# TlSn under pressure: an odd row and a smooth curve

The row at 50 GPa looks wrong. Between 25 and 50 GPa the edge a hardly moves, from −8.88 to −10.33 %, while the edge c drops from −10.44 to −18.92 %. In the two rows before it, the edges had shrunk by similar percentages. Here the crystal seems to remember suddenly that it has a soft direction.

TlSn in the CuAu (L1_0) structure, P4/mmm, relaxed at each pressure at 0 K with its symmetry kept; changes are relative to the zero-pressure cell (a = 3.260, c = 5.450 Å). Ansatz 0.2.0, r2SCAN, plane-wave PAW, scalar-relativistic, no spin polarisation, cutoff 500 eV, Gaussian smearing of 0.1 eV. The k mesh is 12×12×10 at zero pressure and varies with the cell.

| pressure (GPa) | volume change (%) | a change (%) | c change (%) |
| --- | --- | --- | --- |
| -1 | 2.92 | 0.69 | 1.52 |
| 0 | 0.00 | 0.00 | 0.00 |
| 1 | -2.29 | -0.71 | -0.88 |
| 4 | -7.87 | -2.17 | -3.74 |
| 12 | -17.13 | -5.68 | -6.85 |
| 25 | -25.64 | -8.88 | -10.44 |
| 50 | -34.80 | -10.33 | -18.92 |
| 90 | -42.56 | -13.56 | -23.12 |

The cell is a tetragonal box with two equal edges a and one longer edge c, so its volume is a²c. Multiplying the edges at 50 GPa gives 0.8967² × 0.8108 = 0.652 of the starting volume, which agrees within rounding with the tabulated change of −34.80 %. The row is therefore consistent in itself. What is odd is that the volume column, read alone, shows no sign of an event at 50 GPa.

That column has a plain trend: each further gigapascal squeezes out less than the one before. The loss, counted relative to the volume the crystal has at that moment, is about 2.0 % per GPa between 0 and 4 GPa and 0.3 % per GPa between 50 and 90 GPa. It falls at every step of the table. The question for this page is why the crystal stiffens, and the odd row turns out to be a useful witness.

## How much stiffening there is to explain

The resistance of a solid to uniform squeezing is its bulk modulus B, the pressure needed per relative loss of volume. The rows at −1 and 1 GPa give B ≈ 39 GPa, which is soft for a metal. If B kept that value, the volume would shrink as exp(−P/B), with P the pressure, and 90 GPa would remove about 90 % of it. The calculation finds a loss of 43 %. Most of the behaviour at high pressure is thus set by the growth of B, and an explanation has to deliver that growth.

## First explanation: gaps that close

The tempting explanation comes from the structure. Square layers of Tl and of Sn alternate along c. At zero pressure the neighbours within a layer are 3.26 Å apart, while Tl and Sn in adjacent layers are 3.57 Å apart. It is natural to think that pressure first closes the roomy gaps between the layers, and that the crystal is stiff once they are closed.

The idea holds some truth, since c is indeed the softer edge at the start. From 0 to 4 GPa it loses about 0.95 % per GPa, against 0.55 % for a. But if closing gaps were the whole story, a would keep its softness, because the contacts within the layers would be no stiffer than before.

This can be pushed to its limit. Suppose that c became completely rigid and a stayed as soft as it was. The two edges a would still give a volume loss of 2 × 0.55 = 1.1 % per GPa. Between 12 and 25 GPa the table gives only 0.83 %. Even a perfectly rigid c would not stiffen the crystal enough, so the layers themselves must have stiffened, and the column for a shows that they have: its loss has halved to 0.27 % per GPa.

The row at 50 GPa then speaks against the idea a second time. Gaps that had closed for good could not make c the soft edge again, yet between 25 and 50 GPa c gives way about six times as fast as a. The cause of the stiffening has to act on all contacts between atoms, whatever their direction.

## Second explanation: a squeezed electron gas

Tl and Sn are metals whose outer s and p electrons are spread through the whole crystal. The simplest picture of such a metal is a gas of electrons among point-like positive ions. Confining electrons to less space raises their kinetic energy, which grows as 1/r² when the spacing r between atoms shrinks. The electrical attraction that holds the crystal together grows only as 1/r. Under compression the repulsive part wins, in every direction alike.

Write x for the volume divided by its value at zero pressure, and B₀ for the bulk modulus at zero pressure. Pressure is the rate at which energy rises as volume falls. Since the volume goes as r³, the two energies vary as x^(−2/3) and x^(−1/3). With the condition that the pressure vanishes at x = 1, they give

P = 3B₀ (x^(−5/3) − x^(−4/3)).

The only free constant is B₀. A least-squares fit to the six rows up to 25 GPa gives 52 GPa, well above the 39 GPa that the rows around zero pressure show. The formula has to start too stiff in order to keep up later, and it still falls behind. At the volume of the 90 GPa row, which was outside the fit, it yields 67 GPa, a quarter too low.

So the picture has the right direction but not enough steepness. Theory suggests what it lacks: real ions are not points. They carry filled electron shells, and the Pauli principle keeps the outer electrons out of these shells, those of neighbouring atoms included. This adds a repulsion that rises faster than any term of the plain electron gas.

## Third explanation: short-range repulsion

Electron clouds fade roughly exponentially with distance, so their overlap grows roughly exponentially as atoms approach. A compact way to put this into an energy curve is

E = −E_c (1 + u) exp(−u), with u = (r − r₀)/ℓ.

Here E_c is the depth of the curve, r₀ the spacing at zero pressure and ℓ the length over which the binding changes. At u = 0 attraction and repulsion balance. Compression makes u negative, and the exponential then multiplies the restoring force.

To turn the curve into a pressure, let X = r/r₀, which is the cube root of x, and let s = r₀/ℓ. The slope of E with r is proportional to u exp(−u), and the rate at which the volume changes with r goes as r². Dividing one by the other gives the Vinet equation:

P = 3B₀ · (1 − X)/X² · exp[s(1 − X)].

The middle factor describes a spring between atoms, with the force spread over a shrinking area. The last factor is the stiffening of the spring itself. Without it the crystal would resist far too little at high pressure.

The same six rows up to 25 GPa, fitted by least squares, give B₀ = 39 GPa and s = 6.7. This time B₀ agrees with the value read from the rows around zero pressure. The equation has one constant more than the electron gas, so a closer fit to those six rows would prove little. The rows at 50 and 90 GPa are the fairer test, because they had no part in fixing either constant.

## The 90 GPa row worked through

The table gives a volume change of −42.56 %, so x = 0.5744. The steps are then:

- The relative spacing is the cube root of x, X = 0.831, so on average the atoms have moved together by 17 %.
- The spring factor is (1 − X)/X² = 0.1687/0.691 = 0.244.
- The stiffening factor is exp(6.675 × 0.1687) = 3.08.
- The pressure is 3 × 38.82 × 0.244 × 3.08 ≈ 88 GPa.

The calculation was run at 90 GPa, so the equation is low by 2.5 %. More telling is the third step: two thirds of the pressure at this volume come from the stiffening of the spring. A change of spacing of only 17 % is enough to make the force three times that of a spring of constant stiffness, which is why the volume curve flattens so strongly.

The miss has a direction. At 90 GPa the crystal resists slightly more than its behaviour below 25 GPa foretells, so the equation should not be stretched to much higher pressures. Its success also leaves the culprit unnamed. It shows that the resistance rises steeply with density, as overlapping shells would make it do, but a fit to volumes alone cannot prove that this overlap is the cause, nor say which shells would matter most.

For a related metal the equation offers a simple way to guess the trend. Pressure enters only through the ratio P/B₀. With a similar s, a crystal twice as stiff at the start needs twice the pressure for the same relative loss of volume. A soft crystal such as this one shows the flattening early, because a few tens of gigapascals already match its initial bulk modulus.

## Back to the row at 50 GPa

The equation knows only the volume, and its constants come from rows in which the cell still had nearly its old proportions. Given the volume at 50 GPa, it nevertheless returns the pressure to within 0.1 GPa. The large change of shape has left almost no mark on the relation between pressure and volume.

A likely reason, which no run here tests directly, lies in what each quantity responds to. Pressure measures how the energy changes with volume, after the shape has settled at its best value for that volume. In a metal held together by spread-out electrons, the energy depends strongly on how densely the atoms are packed and much less on how the space is divided between a and c. The edges could then shift a good deal at little cost, while the volume is held tightly by the repulsion.

The distances show what the shift achieves. At 25 GPa the contacts between layers are still 0.25 Å longer than those within them, and at 50 GPa the difference is down to 0.10 Å. The crystal has found its room in the longer contacts and spared the shorter ones. That would suit a steep repulsion, which punishes the shortest contacts most, but it is a guess as far as the cause of this step is concerned, and it does not tell why the shift waits until after 25 GPa.

The runs keep the tetragonal symmetry and compare no rival structure, so they do not show that TlSn would hold this structure under pressure. Within it, the density can be interpolated between 25 and 50 GPa with some confidence, but the edge lengths cannot. They may slide gradually from one shape to the other, or jump at some pressure between two separate energy minima. Closely spaced runs, started from both shapes and followed up and down in pressure, would decide it. They should use one dense k mesh throughout, since the mesh changed along this scan, from 12×12×10 at 4 GPa to 14×14×8 at 12 GPa. They should also include spin–orbit coupling, which is absent here and is strong in the outer p electrons of Tl: where the energy hardly depends on shape, even a modest correction could move the step. Does TlSn change its proportions smoothly, or does it snap?
